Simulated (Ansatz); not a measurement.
## Ir: energy above lowest point against volume scale

Results calculated with Ansatz 0.2.0, not measured. Free energy against uniform scaling of the volume at fixed shape and fractions; periodic cell, basis, potentials, k mesh and filling as listed.

The cell before it is scaled or strained (space group P6_3/mmc, No. 194):
```
Ir
1.0
      2.7514     0.0000     0.0000
     -1.3757     2.3828     0.0000
      0.0000     0.0000     4.4623
Ir
2
Direct
  0.66667 0.33333 0.75000
  0.33333 0.66667 0.25000
```

Settings of every row: functional LDA; dispersion none; potentials all-electron LAPW; k mesh 12x12x7; k shift 0x0x0; occupations gaussian; smearing width 0.1 eV; spin none.

Limits: coarse k mesh, up to 40 meV an atom off; no spin-orbit coupling, which can matter with elements this heavy; the cell comes from a prototype or a list of computed structures and needn't be the stable phase.

| row | volume scale | V (Å³/atom) | energy above lowest point (meV/atom) |
| --- | --- | --- | --- |
| 1 | 0.94 | 13.75 | ? |
| 2 | 0.96 | 14.042 | 0 |
| 3 | 0.98 | 14.335 | 14.5 |
| 4 | 1 | 14.627 | 41.7 |
| 5 | 1.02 | 14.92 | 80.1 |
| 6 | 1.04 | 15.213 | 128.5 |
| 7 | 1.06 | 15.505 | 185.4 |

Question: what energy above lowest point should row 1 give?

Worked fit of energy above lowest point. Take u = (V_r/V)^(2/3) − 1 with V_r = 14.774 Å³ an atom, which is twice the finite (Eulerian) strain; such expansions in the strain, on which the Birch-Murnaghan equation of state is built, carry the rest volume and the bulk modulus. The shown rows have u = 0.03446, 0.02031, 0.00669, -0.00653, -0.01933, -0.03168. Least squares give energy above lowest point = 59.65 − 2914.7 × u + 33797 × u² + 15925 × u³ meV/atom; a parabola predicts inner rows, each left out in turn, worse (root mean square 0.19 against 0.048 meV/atom). All shown rows lie on it to the printed digit. The withheld row has u = 0.04905, so the fit gives 59.65 − 2914.7 × (0.04905) + 33797 × (0.04905)² + 15925 × (0.04905)³ = -0.1 meV/atom.

The calculation gave 0.1 meV/atom. The fit lies 0.2 meV/atom (200 % of the value, 0.11 % of the column's range) below it; its largest miss of a shown row is 0.0 meV/atom. This row lies beyond the range of the fit.
